**Q:** I need the band gap and the stiffness of tin dioxide for a process model, and I have nine cheap ways to get them. May I take the most expensive one and be done?

**A:** No, because cost is only a loose guide to accuracy here: the two most expensive rows differ widely in their gaps, and one of them gives no stiffness at all. Look first at two rows of the same rough cost, GFN1-xTB and PM7: one has no gap at all, the other has 9.2 eV. The measured gap is roughly 3.6 eV, a figure I recall only to that precision. Gap and stiffness also go wrong for different reasons, so we should take them one at a time.

SnO2 (space group P4_2/mnm), computed with several programs without spin polarization or spin-orbit coupling. Band gaps and times are for single points on the r2SCAN-relaxed cell, volumes come from each method's own relaxation or energy curve, and bulk moduli are taken at fixed cell shape. Rows with 72 atoms use a periodic cluster of 12 unit cells.

| name | kind | band gap (eV) | volume per atom (Å³) | bulk modulus (GPa) | atoms computed | rough processor time, order of size (s) |
| --- | --- | --- | --- | --- | --- | --- |
| PBE coarse-settings | low cutoff and mesh | 0.867 | n/a | n/a | 6 | 0.7 |
| GFN1-xTB tblite | tight binding | 0.000 | 11.074 | 131.90 | 72 | 2 |
| PM7 | semi-empirical | 9.249 | 11.430 | 260.80 | 72 | 2 |
| PM6 | semi-empirical | 6.797 | n/a | n/a | 72 | 2 |
| PBE | semilocal | 1.099 | 12.577 | 181.50 | 6 | 4 |
| r2SCAN | semilocal | 1.768 | 12.087 | 216.30 | 6 | 8 |
| PBE SZV | small basis | 0.251 | n/a | n/a | 6 | 8 |
| GLLB-SC | model potential | 2.875 | n/a | n/a | 6 | 20 |
| PBE DZVP | small basis | 0.902 | 12.841 | 165.30 | 6 | 20 |

**Q:** Then start with the gap. Why do PBE and r2SCAN fall short while PM6 and PM7 overshoot?

**A:** The gap separates filled states, mostly oxygen 2p, from empty states that begin with tin 5s. What matters is how a method treats an electron taken from a filled state or placed in an empty one. In exact density-functional theory the potential jumps upward by a constant when an electron is added, and this jump belongs to the true gap. PBE has no such jump in its orbital energies and gives 1.1 eV. In r2SCAN the potential depends on the orbitals themselves, which by the usual argument brings in part of the jump, and the gap rises to 1.8 eV.

PM6 and PM7 err on the other side because they use Hartree-Fock orbital energies. These are the energies to remove or add an electron while all the others stay frozen, so the crystal's screening of the hole and of the added electron is left out. That puts the filled oxygen levels too low and the empty levels too high, and the gap opens too wide; these runs don't show how the error divides between the two. The fitted parameters matter as well, for the two methods differ from each other by 2.5 eV. GLLB-SC comes closest to experiment, at 2.9 eV. It is designed to estimate the jump, but I haven't confirmed that the printed gap contains it, so I wouldn't credit the method with that success yet.

**Q:** The coarse PBE run and the DZVP run agree on the gap within 0.04 eV. Doesn't that show that PBE is converged?

**A:** It shows two different errors of similar size. Both runs give about 0.9 eV, while PBE with the finer plane-wave settings gives 1.1 eV. One run has a low cutoff and a coarse mesh, the other a small set of atomic functions. Agreement between two runs is evidence of convergence only if each has been improved until it stops changing.

The coarse run also shows that the total energy and the gap don't suffer alike. Its total energy lies 6.3 eV per cell of six atoms above that of the finer run, and its gap is off by 0.23 eV. The second number is smaller but weighs more: it is a fifth of the gap, and larger than the energy error shared out over the 52 electrons. Too few plane waves describe the sharp parts of the orbitals badly. The total energy collects that error from every electron in the calculation, whereas the gap compares only two levels. The errors of these two levels don't cancel here: the highest filled level rises and the lowest empty level falls, so both shifts narrow the gap. Cutoff and mesh were changed together, so I can't divide the error between them. Both runs do find the band edges at the same point, Γ, so the coarse mesh hasn't simply missed an edge.

**Q:** Now the stiffness. PBE gives a bulk modulus 16% below that of r2SCAN. Does PBE make the tin-oxygen bonds too soft?

**A:** Look at the volumes before you blame the bonds. The PBE crystal is 4% larger than the r2SCAN crystal, and a solid that is spread out is easier to squeeze. The fair question is how stiff the two are at the same volume.

Think of a coil spring that stiffens as it is compressed, and add a constant outward pull. The spring comes to rest at a greater length and feels softer there, yet at any given length its stiffness is what it was before. PBE may differ from r2SCAN in much the same way, by a nearly constant outward pressure. The picture has its bounds: a spring has one length, while this crystal has two independent edges and movable oxygen atoms, and the extra pressure need not be exactly constant. The moduli in the table were computed with the shape of the cell held fixed.

**Q:** Can you turn that picture into a number?

**A:** Yes, with one assumption: the bulk modulus $B$ grows linearly with pressure $P$, so that $B = B_0 + B'P$. Here $B_0$ is the modulus at the method's own equilibrium volume $V_0$, and $B'$ is a pure number, typically about 4 for solids. The definition $B = -V\,dP/dV$ then gives $dB/dV = -B'B/V$, and integration yields

$$B(V) = B_0\left(\frac{V_0}{V}\right)^{B'}, \qquad P(V) = \frac{B(V)-B_0}{B'}.$$

This is the Murnaghan equation. For PBE, squeezed to the r2SCAN volume, it gives

$$B = 181.5\ \text{GPa}\times\left(\frac{12.577}{12.087}\right)^{4} \approx 213\ \text{GPa}.$$

The r2SCAN modulus is 216 GPa, so most of the 16% has gone. With $B' = 5$ the estimate becomes 221 GPa, on the other side of the target. What remains is therefore smaller than the uncertainty of the estimate itself. No constant was adjusted to these rows; $B'$ is a rough general value.

**Q:** You chose a formula and it worked once. How do I know that it describes this crystal?

**A:** The same formula predicts a pressure, and the calculations give that pressure separately. On the r2SCAN cell the PBE crystal is compressed and should push outward with 7.8 GPa; the computed value is 7.7 GPa. GFN1-xTB is a harder test, because its crystal prefers to be smaller and is stretched on this cell. The formula gives −9.7 GPa and the calculation −9.5 GPa, whereas a modulus that doesn't change with volume would give −11.5 GPa. The output below the text has these comparisons in full. The PBE pressure depends only weakly on $B'$; taken at face value, its small shortfall would mean a slope somewhat under 4 and a larger part of the 16% unexplained. But the computed pressures carry noise from the numerical grid, so a difference of 0.1 GPa can't settle the slope.

This test shows that volume, modulus and pressure fit together within one method. Whether two methods share the same stiffness at equal volume is a separate matter, and for that you need other rows. DZVP is a good one: its crystal is larger still than that of plane-wave PBE, so you would guess that it is softer still, and it is. Carried to the r2SCAN volume with $B' = 4$, its modulus comes within 3% of the r2SCAN value. PM7 errs the other way, too small and too stiff, and it too lands close, although its empirical parameters may make that a coincidence.

**Q:** So the volume tells me the stiffness whatever the method?

**A:** No, and GFN1-xTB shows where the rule ends. Its crystal is 8% smaller than that of r2SCAN, so it ought to be stiffer, yet its modulus is 39% lower. At equal volume it reaches only 93 GPa, less than half the r2SCAN value. Here the resistance to compression itself is wrong.

This is also the row without a gap. The method was fitted to molecules, and in this crystal it puts electrons into a metallic arrangement that real tin dioxide doesn't have. More k points are unlikely to cure that: a finer mesh that keeps the present points could open a gap only by shifting the self-consistent charges, which I haven't tested. My guess is that the false metallic state also weakens the crystal's resistance to squeezing, but one row can't settle it. Until that is settled, I would trust the rule only between methods that describe the same kind of bonding. In the other rows of this table that have a modulus, volume does account for most of the difference in stiffness.

PM7 adds a warning in the other direction. Its stiffness at equal volume is reasonable while its gap is far too large. Stiffness depends on how the total energy of the filled states changes with volume, whereas the gap also needs the energy of an empty state. Success with one is no recommendation for the other.

**Q:** One last thing. If I let PBE relax to its own volume, would its gap improve, and how many digits should I then write down?

**A:** It would get worse. The lowest empty state is tin 5s mixed with oxygen in an antibonding way, so longer bonds push it up less and it sinks towards the filled states. The 1.1 eV in the table belongs to the tighter r2SCAN cell, on which PBE is under 7.7 GPa of pressure, so it flatters PBE, and on so small a gap the loss may be a sizeable fraction. The direction follows from the bonding; the size would take another calculation.

As for digits, write the gap to a tenth of an electronvolt and name the method beside it, because the choice of method moves it by far more than that. For the modulus two figures are enough, and they should stand next to the volume at which they hold. If two sources disagree on the stiffness, compare their volumes first.

Numerical output:

```
Gaps:
                  row  gap less PBE gap (eV)  percent of rough recalled gap
  PBE coarse-settings                 -0.232                          24.08
      GFN1-xTB tblite                 -1.099                              0
                  PM7                   8.15                          256.9
                  PM6                  5.698                          188.8
                  PBE                      0                          30.53
               r2SCAN                  0.669                          49.11
              PBE SZV                 -0.848                          6.972
              GLLB-SC                  1.776                          79.86
             PBE DZVP                 -0.197                          25.06
Volume and stiffness against r2SCAN:
              row  volume (%)  modulus (%)  modulus at r2SCAN volume slope 4 (GPa)  remaining difference slope 4 (%)  modulus at r2SCAN volume slope 5 (GPa)
  GFN1-xTB tblite      -8.381       -39.02                                   92.94                            -57.03                                   85.15
              PM7      -5.436        20.57                                   208.6                            -3.581                                   197.2
              PBE       4.054       -16.09                                   212.8                            -1.632                                   221.4
           r2SCAN           0            0                                   216.3                                 0                                   216.3
         PBE DZVP       6.238       -23.58                                   210.6                             -2.65                                   223.7
DZVP volume above plane-wave PBE volume (%): 2.099
DZVP gap less coarse PBE gap (eV): 0.035
PBE pressure on the r2SCAN cell, computed (GPa): 7.715
PBE pressure, Murnaghan with slope 4 (GPa): 7.818
PBE pressure, constant modulus (GPa): 7.213
GFN1-xTB pressure on the r2SCAN cell, computed (GPa): -9.501
GFN1-xTB pressure, Murnaghan with slope 4 (GPa): -9.741
GFN1-xTB pressure, constant modulus (GPa): -11.55
Coarse PBE total energy above converged PBE (eV a cell of 6 atoms): 6.335
Coarse PBE total energy above converged PBE (eV an atom): 1.056
```
